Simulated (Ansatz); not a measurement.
## Mg: the change of pressure with volume scale

All results are calculated (Ansatz 0.2.0). Periodic Kohn-Sham DFT of a crystal at fixed atoms, scaled to volume_scale times the given cell; pressure positive in compression, energy less spherical unpolarised free atoms, largest_vzz the field gradient of largest size among the nuclei.

The cell before it is scaled or strained (space group P6_3/mmc, No. 194):
```
CELL_PARAMETERS angstrom
3.20930 0.00000 0.00000
-1.60460 2.77930 0.00000
0.00000 0.00000 5.21030
ATOMIC_POSITIONS crystal
Mg 0.33333 0.66667 0.25000
Mg 0.66667 0.33333 0.75000
```

Settings of every row: method frozen-core PAW; functional PBEsol; relativity scalar; k mesh 12x12x7; filling fermi-dirac; smearing width 0.08 eV; wave cutoff 420 eV; paw set soft_2.

Atom start moment: 0 on all atoms.

Limits: PAW files made with PBE; no gap: field gradients move with the k mesh.

| row | volume scale | V (Å³/atom) | pressure (GPa) | largest V_zz (1e21 V/m^2) |
| --- | --- | --- | --- | --- |
| 1 | 0.94 | 21.843 | 1.191 | 0.109 |
| 2 | 0.9405 | 21.854 | 1.168 | 0.109 |
| 3 | 0.96 | 22.307 | 0.341 | 0.107 |
| 4 | 0.98 | 22.772 | -0.424 | 0.105 |
| 5 | 0.99 | 23.005 | ? | ? |
| 6 | 1 | 23.237 | -1.115 | 0.105 |
| 7 | 1.01 | 23.469 | -1.435 | 0.105 |
| 8 | 1.02 | 23.702 | -1.738 | 0.104 |
| 9 | 1.04 | 24.166 | -2.3 | 0.104 |
| 10 | 1.06 | 24.631 | -2.806 | 0.101 |

Question: what pressure should row 5 give?

Worked fit of pressure. Take u = (V_r/V)^(2/3) − 1 with V_r = 23.237 Å³ an atom, which is twice the finite (Eulerian) strain; such expansions in the strain, on which the Birch-Murnaghan equation of state is built, carry the rest volume and the bulk modulus. The shown rows have u = 0.04211, 0.04176, 0.0276, 0.01357, 0, -0.0066, -0.01312, -0.0258, -0.0381. Least squares give pressure = −1.1155 + 49.276 × u + 129.53 × u² GPa; a straight line predicts inner rows, each left out in turn, worse (root mean square 0.084 against 0.0015 GPa). The rows lie off it by 0.002, 0.000, -0.002, -0.001, 0.000, 0.000, 0.002, 0.001, -0.001. The pressure vanishes at u = 0.0214, or V = 22.51 Å³ an atom, and there the bulk modulus at fixed shape and fractions is B = −V dP/dV = (2/3)(1 + u) dP/du = 37.3 GPa. Letting shape and atoms relax would as a rule lower it, by much in layered, chain or molecular crystals. The withheld row has u = 0.00671, so the fit gives −1.1155 + 49.276 × (0.00671) + 129.53 × (0.00671)² = -0.779 GPa.

The calculation gave -0.779 GPa. The fit meets it to the printed digit.

The other values of row 5: largest V_zz 0.106 1e21 V/m^2.
